Why the dipole asymmetry of 2p photoemission from Co4+ falls with photon energy

A 2p electron of cobalt is bound by about 1 keV. Photons of 1.6 to 13 keV eject it with 0.7 to 12 keV, that is at 5 to 20 per cent of the speed of light, so that (v/c)² stays below 0.05. The measure of relativity in the bound state, (Zα)² with Z the nuclear charge and α the fine-structure constant, is 0.04. Over this factor of eight in photon energy the cross section drops by a factor of about 700 and the dipole asymmetry parameter falls to less than half. A single 2p electron on a bare cobalt nucleus would be bound by 2.5 keV, nearly three times the binding energy in the ion. The problem is to find which of these scales governs the angular distribution in a relativistic independent-particle (Dirac-Hartree-Slater) calculation.

Radial Dirac-Fock and Kohn-Sham solver 3, Dirac-Hartree-Slater potential with a Latter tail: photoemission from the L2 (2p1/2) subshell of Co4+ (2 electrons, binding energy 875.4 eV). Cross sections include all multipoles; the angular distribution for linear polarisation, 1 + beta P2 + (delta + gamma cos^2 theta) sin theta cos phi, includes E1 and E1-E2 interference.

```
photon energies (eV)  cross section (kb)   beta  gamma  delta
                1590               74.24  1.454  0.257  0.026
                2780               14.99  1.345  0.682  0.049
                2980               12.12  1.321  0.732  0.054
                5310               2.014  1.084  1.109  0.106
                8560              0.4183  0.859  1.368  0.177
                9680              0.2759  0.802  1.428  0.200
               13000              0.1000  0.669  1.565  0.264
```

The cross section σ is in kilobarn (1 kb = 10⁻²¹ cm²) for the two electrons of the subshell. The electrons are distributed in angle as σ/4π times the expression in the caption, where θ is measured from the polarisation vector, φ is the azimuth about it counted from the photon direction, and P2 = (3cos²θ − 1)/2. The parameter β fixes the dipole (E1) pattern: β = 2 is pure cos²θ and β = 0 is isotropic. The parameters γ and δ come from interference of the dipole with the quadrupole (E2) amplitude and tilt the pattern towards the photon direction. Below, hν is the photon energy, E_B = 875.4 eV the binding energy and T = hν − E_B the kinetic energy.

(a) A fast electron is nearly free, and a plane-wave final state gives an amplitude proportional to ε·p, with ε the polarisation and p the electron momentum. This suggests explanation A: the dipole pattern is fixed, and β falls only because relativity and retardation erode it in proportion to (v/c)². Test A against the table.

Solution. The limit v/c → 0 already makes trouble. The plane-wave amplitude is ε·p times the momentum-space orbital, and the sum over the three 2p orbitals is isotropic, so the pattern would be cos²θ and β would start from 2. The table starts from 1.454 where (v/c)² is only 0.003. One can save A by leaving the starting value free. An unweighted least-squares line through all seven rows, with v the relativistic speed for kinetic energy T, is

β = 1.47 − 18.9 (v/c)²

and its rms deviation from the table is 0.044. That looks respectable for a quantity that changes by 0.785, and it is the reason why A tempts.

The slope is the first objection. Large coefficients of v/c do occur in photoemission: in the last row v/c = √0.0458 = 0.214, and γ/(v/c) = 1.565/0.214 ≈ 7. But retardation of that kind belongs to higher multipoles, and the tabulated β is built from E1 amplitudes alone. What relativity can do within E1 is to alter the radial functions and the radial operator, and there the natural sizes are (v/c)² and (Zα)², a few per cent. Since (v/c)² ≈ 2T/mc² with mc² = 511 keV, a slope of 19 means that β changes by one unit over 511/(2 × 19) ≈ 13 keV. The fit is reporting an energy scale of some keV, which is an atomic scale and not the rest energy of the electron.

The shape is the second objection. Between 2980 and 5310 eV β drops by 0.237 while (v/c)² rises from 0.0082 to 0.0171, a slope of −27. Between 9680 and 13000 eV it drops by 0.133 while (v/c)² rises from 0.0336 to 0.0458, a slope of −11. A leading correction in a parameter below 0.05 would keep its slope nearly constant, and this one weakens by more than half just where relativity should be growing. The line accordingly lies below the table in the first three rows, above it in the next three and below it again in the last, by up to 0.07, against a rounding of 0.0005. The table thus shows that a term linear in (v/c)² is not the main cause. It does not show that relativity is absent from β; a share of a few per cent remains possible and returns in part (b).

Retardation is plainly visible elsewhere in the table. From the first row to the last γ grows by a factor of 6.1, between the factors 4.05 of v/c and 8.2 of hν, and δ grows tenfold. At θ = 60°, φ = 0 in the last row the tilt term is (0.264 + 1.565/4) × 0.866 = 0.567 and the dipole term is 1 − 0.669/8 = 0.916, a ratio of 62 per cent, against 10 per cent in the first row. With a first-order term so large, the second-order terms that the calculation omits from the angular parameters may matter at the highest energies, and they would alter the P2 coefficient that an experiment measures. The β explained here is the E1 quantity.

(b) A 2p1/2 electron reaches an s and a d continuum channel by dipole absorption. Derive β for a hydrogenic 2p orbital as a function of x = I/hν, with I its ionisation energy, and check the limits. Then compare two choices of the scale: explanation B, I = E_B, the binding energy of the ion; explanation C, I for the bare nucleus, Z = 27.

Solution. With R_s and R_d the radial dipole integrals, r = R_d/R_s and D the phase difference of the two channels, the Cooper-Zare formula for a p shell reads

β = (2r² − 4r cos D)/(1 + 2r²)

One conclusion needs no model. The direct term 2r²/(1 + 2r²) never exceeds 1, the value for a pure d wave, and β > 1 requires r cos D < −1/4. In the first four rows β exceeds 1, so the s-d interference term is positive there and has shrunk or changed sign by 8560 eV or else the d channel has weakened sharply; the 2p orbital has no radial node, and the d integral of a hydrogenic 2p has no Cooper zero to weaken it.

For a point charge Z in atomic units, I = Z²/8 and the wave number k of the electron obeys k²/2 = hν − I. The Coulomb parameter η = Z/k then satisfies

η² = 4x/(1 − x),  1 + η² = (1 + 3x)/(1 − x),  4 + η² = 4/(1 − x)

The standard hydrogenic integrals give the ratio

r² = 16(1 + η²)/(4 + η²) = 4(1 + 3x)

The Coulomb phases arg Γ(l + 1 − iη) for l = 2 and l = 0 differ by D = arctan η + arctan(η/2), so that

cos D = (2 − η²)/√((1 + η²)(4 + η²)),  r cos D = 4(2 − η²)/(4 + η²) = 2(1 − 3x)

Insertion gives [8(1 + 3x) − 8(1 − 3x)]/(9 + 24x), or

β = 16x/(3 + 8x),  1/β = 1/2 + 3hν/(16 I)

At threshold x = 1, r = 4 and D = π: the attractive field has shifted the two waves by half a cycle, interference adds to the direct term, and β = 16/11. At high energy r → 2 and D → 0, the two terms cancel and β → 0, the opposite of the plane-wave answer. An independent argument confirms this limit and with it the sign of r. A free electron cannot absorb a photon, so the momentum must come from the nucleus. In the acceleration form the operator is Z ε·r/r³, the orbital near the origin is proportional to r_m, and the Fourier transform of r_i r_m/r³ is proportional to (δ_im − 2n_i n_m)/p², with n the direction of emission. The three amplitudes form the vector ε − 2n(n·ε), which is a mirror image of ε and has the same length for every n. The summed emission is isotropic. The plane wave fails for a p shell because the Coulomb distortion of the outgoing wave is of the same order as the term that it keeps.

So the form of the fall is fixed and only I is open. The natural first choice is B, since the threshold of the ion is at E_B. It corresponds to Z = 16. Theory argues for C. A fast electron is made close to the nucleus, and there the charge of the shells farther out adds only a constant V0 to the potential −Z/r. If the constant held over the whole 2p orbital, it would lower the binding energy to E_B = I − V0, and the kinetic energy of the continuum electron in the Coulomb well would be T − V0 = hν − E_B − V0 = hν − I. The binding energy would drop out, and the inner wave functions would be those of a hydrogenic ion of charge Z at the same photon energy. The real 2p orbital reaches into the region where the screening varies, so only its shape near the nucleus, and not its amplitude there, can be expected to stay close to hydrogenic.

The row at 8560 eV serves as a worked case, with nothing fitted. For C, I = 27² × 13.606 eV/4 = 2480 eV, x = 2480/8560 = 0.2897, and β = 4.635/5.318 = 0.872, which is 1.5 per cent above the tabulated 0.859. For B, x = 875.4/8560 = 0.1023 and β = 1.636/3.818 = 0.429, half the tabulated value. B is too low in every row, by 0.26 to 0.47. It puts β = 1, which the formula places at hν = 8I/3, at 2.3 keV; C puts it at 6.6 keV, and linear interpolation of 1/β across the wide gap between 5310 and 8560 eV gives about 6.4 keV. B is excluded.

Between A and C the rms deviation does not decide. Over all seven rows A with two fitted constants has 0.044 and C with none has 0.069, and over the six rows above 2480 eV they stand at 0.043 (A refitted) and 0.037. The even comparison gives the Coulomb form two constants as well. An unweighted least-squares line of 1/β against hν through those six rows has intercept 0.536 and slope 0.0735 per keV, and reproduces β with an rms of 0.003, more than ten times better than A. The theoretical slope is 0.0756 per keV for C and 0.214 for B. Slope and intercept trade against each other, so neither is read as a charge, and 0.003 is still several times the rounding, so the line is not exact.

C fails at the low end. It is too high in every row, by 0.8 per cent of the tabulated value at 13000 eV, 4.7 per cent at 2780 eV and 11 per cent at 1590 eV. That first row lies below the hydrogenic threshold, where k is imaginary and the formula is merely continued; it was left out of the line for this reason, and the line overshoots it by 0.077. Solving the formula for Z row by row gives 21.6 in the first row, 25.1 in the second and 26.8 in the last, rising throughout. The likely reading, which has not been tested against the amplitudes, is that a slower electron is made farther out, where the 1s pair and the rest of the L shell screen the nucleus and are no longer a constant: Slater's rules give 22.85 for the charge seen by a 2p electron, while in the last row η = 0.97 and 1/k ≈ 0.04 bohr, the radius of the 1s shell. That the first row nearly equals 16/11 is an accident, since the electron there has 715 eV. In the four rows of highest energy the relative misfit of C is smaller than (Zα)² = 0.039, so screening and relativistic corrections cannot be told apart, and part of the close agreement may be a cancellation between them.

Within model C the direct term hardly moves between 2780 and 13000 eV, from 0.967 to 0.926, while the interference term goes from +0.441 to −0.252 as cos D turns from −0.87 to +0.34. This split belongs to the model. It agrees with the bound derived above and its sum follows the table, but it has not been checked against the phases of the calculation. The nuclear attraction is of course part of the potential that was solved, so the success of C is no test of the potential itself. It suggests that the region near the nucleus controls β at high energy.

(c) The scale that governs β should also govern σ. Test B and C on the cross section, explain why its fall is slower than the asymptotic power law, and state what to expect for neighbouring ions.

Solution. The Stobbe formula for N electrons in a hydrogenic 2p orbital, with a0 the Bohr radius, is

σ = N (2¹⁴π²α a0²/9Z²) x⁵ (3 + 8x) exp(−4η arccot(η/2))/(1 − exp(−2πη))

For η → 0 the exponential tends to 1 and the denominator to 2πη, which is proportional to √x, so σ falls as (hν) to the power −4.5. The local exponent of the table, Δln σ/Δln hν between adjacent rows, steepens at every step from −2.86 to −3.44 and is far from that limit. The formula shows why. The limit needs 2πη small, and with the bare charge η is still 0.97 in the last row. As the energy rises the exponential climbs from its threshold value e⁻⁸ towards 1, and this growth offsets part of the fall of x⁵. The larger I, the longer the offset lasts, so the exponent is a second measure of the scale and is free of the normalisation.

B is too steep by 0.4 to 0.5 in every interval, for example −3.83 against −3.44 in the last, and too small in size by a factor that grows from 4.65 to 11.5. C is too steep by only 0.05 to 0.15 (−3.54 in the last interval), and the first interval again leans on the continued formula. Both columns therefore point to a scale near the bare-nucleus value and away from the binding energy.

C gets the size wrong, however: the table is 0.53 of the model in the first row and 0.67 in the last, rising in every row. Theory gives the sign. The argument with V0 fixes the shape of the orbital near the nucleus and leaves its amplitude open. Screening spreads the 2p orbital outwards, and for a hydrogenic 2p the squared slope at the origin goes as the fifth power of the charge. The Slater charge would give (22.85/27)⁵ = 0.43, and the tabulated ratios lie between this and 1. The factor multiplies R_s and R_d alike and cancels from r, which is why β comes out within a few per cent in most rows while σ is off by a third or more. A pure normalisation would give a constant ratio. The drift may come from energy-dependent screening, from relativistic contraction of 2p1/2, or from the higher multipoles that the tabulated cross section includes and the dipole formula lacks; how it divides among them is a guess.

For a neighbouring case the rule follows from hν = 8I/3 = (2/3) Z² × 13.606 eV ≈ 9Z² eV. A 2p shell crosses β = 1 slightly below this photon energy, heavier nuclei cross later, and curves of β for nearby elements should nearly coincide when plotted against hν/Z², best at high energy. Removing outer electrons mostly changes V0, so it moves the threshold and should leave β at several keV almost alone. The binding energy here lies above that of cobalt metal (roughly 0.8 keV, a recalled value), yet the model never uses it. This is an argument from the model, and one ion cannot confirm it. An s shell has a single nonrelativistic dipole channel, nothing to interfere, and β near 2.

The calculation treats a free ion with independent electrons. The open 3d shell is averaged over j and reaches the full 2p1/2 subshell only through the potential, so no 2p-3d multiplet structure appears. The cobalt K edge (roughly 7.7 keV in the metal, recalled) falls between the rows at 5310 and 8560 eV. Coupling to the 1s channel that opens there is outside the method, and the smooth passage of β and σ through this gap says nothing about whether a real sample shows structure at that energy.
